**Q:** I want to know how hard it is to break CO on a titanium aluminide surface. In this map the molecule lies flat over a hollow between one Ti and two Al atoms, and its bond is pulled out at several heights. At the long-bond end the energy stops rising. Has the molecule come apart there?

Ansatz 0.2.0, PBE without dispersion correction or spin polarization (PAW, 420 eV cutoff, 5×6×1 k mesh, 0.1 eV Gaussian smearing, dipole correction along z). CO lies flat over a hollow site of a rigid three-plane TiAl(101) slab, its bond along the 5.644 Å cell vector. Heights run from the top Al plane to the CO axis; energies are free energies at this smearing.

```
place bond (Å)  place height (Å)  energy over the lowest point of the map (eV)  work function (eV)
         1.040             1.120                                         5.479               3.760
         1.040             1.760                                         2.262               3.860
         1.040             2.600                                         1.055               3.900
         1.040             3.600                                         0.665               4.200
         1.140             1.440                                         1.598               4.290
         1.140             2.080                                         0.598               4.340
         1.140             3.000                                         0.099               4.290
         1.302             1.120                                         3.045               4.630
         1.302             1.760                                         0.658               5.120
         1.302             2.600                                         0.998               4.960
         1.302             3.600                                         1.038               4.660
         1.552             1.440                                         1.435               5.720
         1.552             2.080                                         2.368               6.000
         1.552             3.000                                         3.705               5.720
         1.852             1.120                                         5.999               5.660
         1.852             1.760                                         2.640               6.590
         2.190             1.440                                         3.130               6.670
         2.559             1.440                                         3.505               6.910
         2.955             1.440                                         3.555               6.950
```

**A:** Look first at the rows at height 1.44 Å, so that only the bond changes. Pulling it from 2.190 to 2.559 Å costs about 0.4 eV; the next pull, to 2.955 Å, costs only about 0.05 eV. That is how a broken bond would look. But the cell is only 5.644 Å long in the direction of the pull, and the calculation repeats it without end. Beyond the oxygen atom stands the carbon atom of the next cell.

**Q:** How close is that next carbon?

**A:** Subtract the bond from the cell length. In the last row this gives 2.689 Å, which is less than the 2.955 Å in the bond column. The oxygen has left one carbon only to come nearer to another. It is the only row in which this happens, and it is the row that makes the curve look flat.

**Q:** So the last point is a little contaminated by a neighbour. Why should that make the curve level off?

**A:** Because the last row is a shorter molecule in disguise. Call the bond d and the cell length L. The oxygen and the next carbon form a pair of length L − d, centred half a cell further along, with C and O in reversed order. This slab looks the same after a shift by half the cell, and also after a reflection that swaps left and right. The bonds d and L − d therefore describe the same structure and must have the same energy.

A smooth curve that is symmetric about L/2 has zero slope there. Here L/2 is 2.822 Å, between the last two bond lengths. The levelling is thus imposed by the cell, whatever the chemistry of C and O on this surface.

**Q:** Can I see that in the numbers, without trusting the geometry argument?

**A:** You can see that the numbers agree with it. Near its symmetric point the curve should be roughly a parabola,

E(d) = E(L/2) − k (d − L/2)².

The bonds 2.190, 2.559 and 2.955 Å lie 0.632, 0.263 and 0.133 Å from L/2, and the squares of these distances are 0.399, 0.069 and 0.018 Å². The step between the first two bonds, 0.375 eV, fixes k:

k = 0.375 / (0.399 − 0.069) ≈ 1.14 eV/Å².

The last step should then be

1.14 × (0.069 − 0.018) ≈ 0.06 eV.

The calculation gives 0.05 eV, and the last row had no part in fixing k. The output below repeats the estimate at a second height, again with agreement to about 0.01 eV.

**Q:** Then the parabola proves your case?

**A:** No. A bond that really had broken would also give a curve that flattens. The full map does hint at a turning point rather than a fading tail: at this height the step from 1.852 to 2.190 Å is 0.751 eV, the next is 0.375 eV, and the last drops to 0.05 eV. But the pull of the bare slab on each atom is also symmetric about L/2, so the shape alone cannot show that the next carbon is responsible. The proof is the symmetry of the cell; the parabola only shows that the computed energies behave accordingly. The last step is also no larger than the error expected of such a thin slab, so I would read nothing into its exact size.

A better warning sign is the distance to the next carbon. By the labelled bond, the last step rises by 0.13 eV/Å. By the true nearest C–O distance, which grows only from 2.559 to 2.689 Å, it rises by 0.38 eV/Å. The step before rose by 1.016 eV/Å, so measuring to the wrong carbon explains only part of the flatness; the rest is the approach to the symmetric point.

**Q:** The work function levels off as well. Isn't that independent evidence that the surface has finished reacting?

**A:** It is the same evidence again. If two bond lengths describe the same structure, every property agrees, not just the energy. The work function climbs by 0.24 eV in the step before the last and by 0.04 eV in the last one, much as a parabola symmetric about L/2 would give.

These rows therefore give no limiting work function for separated C and O on this surface.

**Q:** What would happen if I simply kept pulling?

**A:** You would put the molecule back together. At a labelled bond of 4.504 Å, the oxygen would sit 1.14 Å from the next carbon, which is an ordinary CO molecule. At height 1.44 Å the energy would be back at 1.598 eV, far below the 3.555 eV of the last row. What looks like a plateau is the top of a hill between two equivalent molecules.

**Q:** May I at least quote that hilltop as a late barrier of about 3.6 eV?

**A:** I would not. A dissociation barrier lies between the molecule and its separated atoms, and this hill has intact CO on both sides: at most it belongs to a swap of partners along the periodic chain. Nor have C and O settled into a product: both are held at one height, about 1.7 Å from an Al atom, on a surface that is not allowed to give way. The zero of energy is nearly free CO, 3.6 Å above the surface, so the number isn't counted from an adsorbed molecule either.

**Q:** Would a longer cell cure it?

**A:** It would remove the false partner. With twice the length along the bond, the forced flat point moves from 2.822 to 5.644 Å, and the region of interest is free of it. Some levelling near 2.822 Å may survive for an honest reason. There each atom lies in a mirror plane of the slab that passes through Al atoms, so the bare surface cannot push it sideways along the bond. What remains is the force between C and O, direct or passed on through the metal, which the short cell cancels by pulling equally from both sides. How strong it is, only the longer cell can tell.

**Q:** Is there anything in the map that I can still use?

**A:** The shorter bonds show how the surface helps to loosen the molecule. At a bond of 1.552 Å the next carbon is still about 4.1 Å from the oxygen. Bringing this stretched molecule down from height 3.0 to 1.44 Å lowers the energy by about 2.3 eV, whereas the same descent at 1.14 Å raises it by about 1.5 eV. Over this site the rigid surface repels intact flat CO and attracts CO that is already stretched, though no computed point lies below nearly free CO.

A likely explanation is that stretching lowers the antibonding 2π* orbital of CO, so that the metal can fill it more easily. The work function is higher for the stretched molecule than for the intact one at the same height. This fits such a transfer of electrons but does not prove it, and PBE tends to exaggerate charge transfer. All electrons were also forced into pairs. Free CO is expected to stay closed-shell at 1.552 Å, so the long-bond rows, with C and O nearly apart, are where a magnetic state is more likely to lie lower. It would change their energies but not the symmetry about L/2.

The analysis program printed:

```
half the cell length, where the slope must vanish (angstrom): 2.822
distance from O to the next C image in the longest-bond row (angstrom): 2.689
number of table rows where the image is nearer than the labelled partner: 1
energy step from bond 2.190 to 2.559 at height 1.44 (eV): 0.375
energy step from bond 2.559 to 2.955 at height 1.44 (eV): 0.05
slope of the first of these steps (eV per angstrom): 1.016
slope of the last step by the labelled bond (eV per angstrom): 0.1263
slope of the last step by the nearest C-O distance (eV per angstrom): 0.3846
last energy step estimated from the symmetry, height 1.44 (eV): 0.05845
last energy step estimated from the symmetry, height 1.76 (eV): 0.05717
last energy step computed, height 1.76 (eV): 0.0516
work function step from bond 2.190 to 2.559 (eV): 0.24
work function step from bond 2.559 to 2.955 (eV): 0.04
last work function step estimated from the symmetry (eV): 0.03741
labelled bond at which CO of bond 1.14 would reappear (angstrom): 4.504
energy that would then return at height 1.44 (eV): 1.598
distance from C or O to the nearest Al in the longest-bond row (angstrom): 1.662
```
